# The parabolic-band step in the Wannier exciton equation, sized for poly(para-phenylene)

"PPP" below means Pariser–Parr–Pople. The polymer is written out or called "the phenylene chain". Its planar form is also the narrowest armchair graphene nanoribbon ($N=3$).

## Where the assumption enters

With closed-shell SCF orbitals ($i,j$ occupied, $a,b$ virtual), the singles-CI matrix is

$$A_{ia,jb}=\delta_{ij}\delta_{ab}(\varepsilon_a-\varepsilon_i)-(ij|ab)+2s\,(ia|jb),$$

with $s=1$ for singlets and $s=0$ for triplets. Keep one valence and one conduction band, go to Wannier functions on cells of length $d$, and take zero total momentum. Let $\psi_n$ be the normalised amplitude for the electron to sit $n$ cells from the hole. With the direct term taken as diagonal,

$$\sum_m t_m\,\psi_{n-m}-V_n\psi_n+2sK\,\delta_{n0}\psi_0=-E_b\,\psi_n,\qquad t_m=\int_{-\pi}^{\pi}\frac{d\theta}{2\pi}\,T(\theta)\cos m\theta .$$

Here $\theta=qd$, with $q$ measured from the band edge, and $T(\theta)=\varepsilon_c-\varepsilon_v-E_g$. $K$ is the exchange lattice sum and $E_b>0$ the binding energy.

Alternancy pairing makes the transition charge of a vertical excitation $\pm|u_\theta(r)|^2$ on site $r$, with the sign set by the sublattice. On a two-site chain $|u_\theta|^2=1/2$ for all $\theta$, so the exciton's transition charge is proportional to $\psi_0$. Even envelopes ($B_u^+$ in Pariser's labels, $B_{1u}^+$ for the planar phenylene chain) split into singlet and triplet. Odd ones ($A_g^-$) do not.

For a smooth interpolant $\psi(x)$ the hopping sum is the operator $T(-id\,\partial_x)$. Expand it:

$$T(\theta)=c_2\theta^2-c_4\theta^4+c_6\theta^6-\dots$$

**The assumption is to stop at $c_2$.** That gives $[-(\hbar^2/2\mu)\,\partial_x^2-V(x)]\psi=-E_b\psi$ with $\hbar^2/2\mu=c_2d^2$.

## The quartic coefficient

**Alternating chain.** Take effective Fock elements $b_d,b_s$ of equal sign, $\Delta=|b_d|-|b_s|>0$ and $\theta=kd-\pi$. Then $\varepsilon_c=-\varepsilon_v=[\Delta^2+2b_db_s(1-\cos\theta)]^{1/2}$ and $E_g=2\Delta$. Inserting $1-\cos\theta=\theta^2/2-\theta^4/24+\dots$ and expanding the root gives

$$c_2=\frac{b_db_s}{\Delta},\qquad \mu=\frac{\hbar^2\Delta}{2b_db_sd^2},\qquad c_4=\frac{c_2^2}{2E_g}+\frac{c_2}{12}.$$

The first part of $c_4$ is the Kane nonparabolicity of device models: $\epsilon(1+\epsilon/E_g)=c_2\theta^2/2$ for each carrier, with $\epsilon$ counted from its band edge. The second part comes from the cosine.

**Phenylene chain.** Let $\beta$ be the ring element and $\eta\beta$ the inter-ring one. Orbitals odd under the mirror that contains the chain axis and stands normal to the rings form flat bands $l,l^*$ at $\mp|\beta|$. The even ones form a four-orbital chain with elements $\sqrt2\beta,\ \beta,\ \sqrt2\beta,\ \eta\beta$. For $\lambda=\varepsilon^2/\beta^2$ and $\theta=kd$,

$$\lambda^2-(5+\eta^2)\lambda+4+\eta^2-4\eta\cos\theta=0,$$

$$\lambda_-=\tfrac12\,(5+\eta^2-D),\qquad D^2=(1-\eta^2)^2+8(1+\eta^2+2\eta\cos\theta).$$

The root $\lambda_-$ gives the delocalised pair $d,d^*$, with its gap at $\theta=0$. Write $D_0=D(0)$ and $E_0=\lambda_-(0)^{1/2}$. Then $\lambda_-=E_0^2+(2\eta/D_0)\theta^2+(4\eta^2/D_0^3-\eta/6D_0)\theta^4+\dots$, and

$$E_g=2|\beta|E_0,\qquad c_2=\frac{2\eta|\beta|}{D_0E_0},\qquad c_4=\frac{c_2^2}{2E_g}+c_2\left(\frac1{12}-\frac{2\eta}{D_0^2}\right).$$

The new negative term is the curvature of the square root $D(\theta)$. With $\delta=\lambda_--E_0^2$ the secular equation reads $\delta=4\eta(1-\cos\theta)/D_0+\delta^2/D_0$. The last term contributes the $+4\eta^2\theta^4/D_0^3$ in $\lambda_-$, and $\lambda_+=\tfrac12(5+\eta^2+D)$ falls by as much as $\lambda_-$ rises. The splitting $D$ of the two roots thus shrinks faster than linearly in $1-\cos\theta$, which stiffens the $d^*$ band and lowers $c_4$.

## First correction to the binding energy

Treat $-c_4d^4\partial_x^4$ in first order. Two partial integrations give $\langle\theta^4\rangle=d^4\int|\psi''|^2dx$. The parabolic equation itself gives $c_2d^2\psi''=(E_b-V)\psi$. Hence

$$\boxed{\;\delta E_b=c_4\langle\theta^4\rangle=\frac{c_4}{c_2^2}\,\big\langle (V-E_b)^2\big\rangle\;}$$

It is positive for $c_4>0$: the band bends below the parabola, confinement costs less, and the exciton binds more. Its Kane part, $\langle(V-E_b)^2\rangle/2E_g$, has the form of the mass–velocity term in hydrogen.

Two remarks.

- $T(\theta)$ is even, so parity in $x$ survives to all orders. Odd envelopes stay unsplit. Only the size of the even splitting changes, through $|\psi_0|^2$.
- A continuum $\delta(x)$ exchange puts a cusp in $\psi$ and makes $\langle\theta^4\rangle$ diverge. Keep exchange on the lattice or smear it over a cell.

## Size in the phenylene-chain model

The inputs are illustrative: $|\beta|=3.8$ eV, $\eta=0.7$, $d=4.3$ Å (typical) and an Ohno-type attraction $V=W/\sqrt{a^2+x^2}$. Here $W=e^2/4\pi\epsilon_0\epsilon_r=5.76$ eV Å for $\epsilon_r=2.5$, and $a=3.0$ Å, so $V(0)=1.92$ eV. The effective $|\beta|$ exceeds a typical bare 2.4 eV because it absorbs Fock exchange. The length $a$ absorbs the Wannier spread and the smeared singlet exchange, so the numbers describe the singlet and no separate $K$ term is kept. The set was chosen to put the bright exciton at the absorption energy typical of the polymer, about 3.4 eV, with a binding within the typical 0.5–1 eV. That placement is a choice of inputs and tests nothing.

The bands give $D_0=4.835$, $E_g=4.35$ eV, $c_2=1.92$ eV, $c_4=0.470$ eV, $c_6=0.208$ eV and $\mu=0.107\,m_e$. The prefactor is $c_4/c_2^2=0.127$ eV$^{-1}$, of which the Kane part $1/2E_g$ is $0.115$ eV$^{-1}$.

Solving the parabolic equation on a grid of spacing $d/3$ gives $E_b=0.95$ eV, so $E_g-E_b=3.4$ eV. The kinetic energy is $0.25$ eV, the rms $\theta$ is $0.36$, and $\langle(V-E_b)^2\rangle=0.30$ eV². Therefore

$$\delta E_b\approx0.04\ \text{eV},$$

about 4 % of the model's binding energy.

A trap: the best Gaussian envelope (rms separation 5.9 Å) gives $E_b=0.93$ eV, which looks fine. Its own $c_4\langle\theta^4\rangle$ is only $0.025$ eV, while the $\langle(V-E_b)^2\rangle$ form with the same Gaussian gives $0.037$ eV. The second form needs only the density and is the safer one.

## Why only one digit

The next term is $c_6\langle\theta^6\rangle=(c_6d^2/c_2^2)\int|[(V-E_b)\psi]'|^2dx=0.03$ eV, and it reduces the binding. It is nearly as large as the quartic term, although the rms $\theta$ is small.

The Taylor series of $T$ converges only out to the branch point where $\lambda_-=0$, at $|\theta|=\ln(2/\eta)=1.05$. For the alternating chain the radius is $\ln|b_d/b_s|$. The momentum amplitude is the Fourier transform of $V\psi$ divided by $E_b+c_2\theta^2$. The singularities of $V$ at $x=\pm ia$ give it a tail $e^{-a|\theta|/d}$, and $a/d=0.70$. This tail reaches well past the radius and dominates the high moments. The series of expectation values is asymptotic, and adding terms does not help.

The remedy is to diagonalise the lattice equation with the full $T(\theta)$ and $V_n=V(nd)$.

| | parabolic continuum | lattice, full band |
|---|---|---|
| $E_b$ (eV) | 0.95 | 1.01 |
| on-cell weight ($d\,\lvert\psi(0)\rvert^2$ or $\lvert\psi_0\rvert^2$) | 0.32 | 0.38 |

The lattice state is 6 % more bound. Evaluate the lattice Hamiltonian with the continuum envelope, sampled at $x=nd$ and renormalised, and the shift falls into three parts:

- The full band lowers the kinetic energy by about two thirds of the quartic estimate.
- Sampling $V$ at the cells, in place of integrating it, adds 0.02 eV. This belongs to the continuum limit and no power of $\theta$ captures it.
- Relaxation of the envelope adds 0.01 eV.

The envelope responds more than the energy. The on-cell weight rises by about a fifth, and the first-order singlet–triplet splitting $2K|\psi_0|^2$ rises with it. The triplet lacks the exchange repulsion and is more compact, so its correction is larger than the singlet's.

## Other neglected terms of similar size

- **Core length.** The Hellmann–Feynman theorem gives $-\partial E_b/\partial a=a\langle V^3\rangle/W^2=0.23$ eV/Å. A change of $a$ by 0.2 Å moves $E_b$ by 0.05 eV.
- **Mixing with $l\to l^*$.** In benzene the axis-polarised $^1B_{1u}$ and $^1E_{1u}$ states are the two combinations of $d\to d^*$ and $l\to l^*$. Half their splitting, from approximate energies of 6.2 and 7.0 eV, gives a coupling $M\approx0.4$ eV. Take the $ll^*$ exciton near a typical 6 eV. Second order lowers the bright state by roughly $M^2|\psi_0|^2/(6-3.4)\approx0.02$ eV.
- **Contact form of exchange.** In the $d$ band the weight on each ring-linking carbon is $\tfrac14[1+(1-\eta^2)/D]$, which depends on $\theta$. It moves from 0.276 at $\theta=0$ to 0.287 at $\pi/2$. This is a smaller change than that of $|\psi_0|^2$, and it leaves odd envelopes unsplit because the weight is even in $\theta$.

In this model the parabolic equation underbinds the bright exciton by a few hundredths of an eV, comparable to what is uncertain in $V$. It is adequate for $E_b$ to about 0.1 eV. For the singlet–triplet splitting or the oscillator strength, which both scale with $|\psi_0|^2$ in the contact approximation, use the lattice equation with the full band.